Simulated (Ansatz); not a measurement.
# A series in volume scale on Rh

Results calculated with Ansatz 0.2.0, not measured. Free energy against uniform scaling of the volume at fixed shape and fractions; periodic cell, basis, potentials, k mesh and filling as listed.

The cell before it is scaled or strained (space group P6_3/mmc, No. 194):
```
Rh
1.0
      2.7310     0.0000     0.0000
     -1.3655     2.3651     0.0000
      0.0000     0.0000     4.4285
Rh
2
Direct
  0.66667 0.33333 0.75000
  0.33333 0.66667 0.25000
```

Settings of every row: functional PBEsol; dispersion none; potentials PAW; wave cutoff 500 eV; density cutoff 2000 eV; k mesh 12x12x7; k shift 0x0x0; occupations fermi dirac; smearing width 0.1 eV; spin none.

Limits: coarse k mesh, up to 40 meV an atom off; the cell comes from a prototype or a list of computed structures and needn't be the stable phase.

```
row  volume scale  V (Å³/atom)  energy above lowest point (meV/atom)
  1          0.88       12.586                                  73.7
  2          0.92       13.158                                  10.4
  3          0.96        13.73                                     0
  4             1       14.302                                  30.4
  5          1.04       14.874                                  92.3
  6          1.08       15.446                                     ?
  7          1.12       16.018                                 282.1
```

Question: what energy above lowest point should row 6 give?

Worked fit of energy above lowest point. Take u = (V_r/V)^(2/3) − 1 with V_r = 14.016 Å³ an atom, which is twice the finite (Eulerian) strain; such expansions in the strain, on which the Birch-Murnaghan equation of state is built, carry the rest volume and the bulk modulus. The shown rows have u = 0.07438, 0.04301, 0.01384, -0.01338, -0.03884, -0.08516. Least squares give energy above lowest point = 10.78 − 1133 × u + 25443 × u² + 15667 × u³ meV/atom; a parabola predicts inner rows, each left out in turn, worse (root mean square 2.5 against 0.098 meV/atom). The rows lie off it by 0.0, 0.0, 0.0, -0.1, 0.1, 0.0. Its lowest point lies at u = 0.0218, or V = 13.57 Å³ an atom, and the curvature there gives the bulk modulus at fixed shape and fractions, B = (4/9)(1 + u)² E″(u)/V = 290 GPa. Letting shape and atoms relax would as a rule lower it, by much in layered, chain or molecular crystals. The withheld row has u = -0.06271, so the fit gives 10.78 − 1133 × (-0.06271) + 25443 × (-0.06271)² + 15667 × (-0.06271)³ = 178.0 meV/atom.

The calculation gave 178.1 meV/atom. The fit lies 0.1 meV/atom (0.035 % of the column's range) below it, one unit of the last digit.
